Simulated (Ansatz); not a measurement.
## SbH2Cl (SMILES [H][Sb]([H])[Cl]): methods side by side

The species is SbH2Cl (4 atoms), meant as a singlet with charge 0. As SMILES, `[H][Sb]([H])[Cl]`. The shape comes from GFN2-xTB, which is rough for such elements, and wasn't checked as a minimum.

```xyz
4

Sb    0.0579    0.1138    0.8142
H     1.4517    0.1209   -0.1639
H    -0.5700    1.3384   -0.1883
Cl   -0.9396   -1.5731   -0.4620
```

Quantity: the energy change with the Sb1–H3 bond stretched from 1.703 to 2.128 Å, in eV. The values are calculated.

```tsv
level	kind	program	value (eV)	less FCI/STO-3G	CPU time (all runs)
HF/STO-3G (restricted)	Hartree–Fock	Ansatz	1.55	+0.50	0.8 s
BLYP/STO-3G (restricted)	GGA	Ansatz	1.01	-0.04	3.9 s
r2SCAN/STO-3G (restricted)	meta-GGA	Ansatz	1.13	+0.08	9.5 s
B3LYP/STO-3G (restricted)	global hybrid	Ansatz	1.15	+0.10	3.9 s
CAM-B3LYP/STO-3G (restricted)	range-separated hybrid	Ansatz	1.28	+0.23	4.3 s
RPA@PBE/STO-3G (restricted)	RPA	Ansatz	1.04	-0.01	5.4 s
MP2/STO-3G (restricted)	perturbation theory	Ansatz	1.30	+0.25	0.93 s
BCCD(T)/STO-3G (restricted)	coupled cluster or CI	Ansatz	1.05	0.00	1.1 s
CCSD(T)/STO-3G (restricted)	coupled cluster or CI	Ansatz	1.05	0.00	1.1 s
FCI/STO-3G	exact in the basis	Ansatz	1.05	0.00	2 s
```

FCI/STO-3G is exact within its basis and frozen core, so for wave-function methods in that basis the difference is their error; functionals converge differently with the basis, so for them it is only a difference. All-electron rows without a relativistic Hamiltonian named are non-relativistic. The first shape isn't each level's own minimum. The values span 1.01 to 1.55 eV. All rows use very small basis sets, so even the best lies far from the true value. In the correlated wave-function rows the outer d shell of Sb is correlated, in sets not made for it. CPU times are rough (shared hosts, several kinds of processor): they show what a rung costs within a factor of a few.

Restricted Hartree–Fock makes the Sb–H stretch too costly by 0.50 eV because its doubly occupied σ orbital keeps too much ionic character as the atoms separate. Mixing in σ*² configurations corrects this left–right correlation error, and in a minimal basis the valence virtual space consists of little besides the Sb–H and Sb–Cl σ* orbitals. MP2 removes only half the error, as second order underestimates this mixing when the σ–σ* gap narrows. CCSD(T) and BCCD(T) both match FCI to the printed precision, which suggests that the stretched bond is still dominated by one configuration and that the choice of reference orbitals matters little.

Among the functionals, the cost rises from BLYP through B3LYP to CAM-B3LYP, probably because semilocal exchange mimics left–right correlation and exact exchange removes that part. r2SCAN, which contains no exact exchange, lies well above BLYP and just below B3LYP, so exact exchange isn't the only thing that matters. The agreement at this partial stretch doesn't carry over to full dissociation, where restricted CCSD(T) can fail.
